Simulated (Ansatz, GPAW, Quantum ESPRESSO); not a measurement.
## BiTe: 3 runs at one level of theory

```xyz
2
Lattice="0.0000 3.2350 3.2350 3.2350 0.0000 3.2350 3.2350 3.2350 0.0000" Properties=species:S:1:pos:R:3 pbc="T T T"
Bi    0.0000    0.0000    0.0000
Te    3.2350    3.2350    3.2350
```

Alike in all runs: task band structure; functional PBEsol; k mesh 7 × 7 × 7; occupations fermi-dirac, width 0.05 eV; no spin polarisation; no spin-orbit coupling. Pressure is positive in compression and, in plane waves, holds the error of the finite cutoff.

| program and potentials | plane-wave cutoff (eV) | notes | pressure (GPa) |
| --- | --- | --- | --- |
| GPAW, PAW data sets generated for this functional | 600 | 10.5 valence electrons an atom on average | -1.76 |
| Ansatz, all-electron LAPW, scalar-relativistic | - | - | -1.53 |
| Quantum ESPRESSO, PseudoDojo 0.4.1 SR PBEsol standard | 1088 | 15.5 valence electrons an atom on average | -1.50 |

The pressure spans -1.76 (GPAW, PAW data sets generated for this functional) to -1.50 GPa (Quantum ESPRESSO, PseudoDojo 0.4.1 SR PBEsol standard), with all-electron results at -1.53.

Differences between rows come from potentials, basis sets and numerical settings, since the functional is the same but for its coding. Runs on potential files found faulty are left out.

All three runs put the rocksalt cell under tension, so at this lattice constant PBEsol favours a smaller volume. Bonding attraction between the Bi and Te p states, together with their ionic contribution, outweighs the short-range repulsion of the filled shells, and the cell would contract if released. The Quantum ESPRESSO value of -1.50 GPa lies close to the all-electron -1.53 GPa, while GPAW gives the stronger tension of -1.76 GPa, possibly because its smaller valence set leaves the Te 4d shell in the core. This spread is small beside the pressure itself, and the direction of the volume change doesn't depend on the choice of program.

Compared with PbTe, BiTe has one more valence electron per formula unit, which must enter p-derived antibonding states. This weakens the case for an undistorted rocksalt lattice, and the known compound is indeed layered. An isotropic pressure at one fixed volume can't show whether the cubic structure would resist such a distortion.
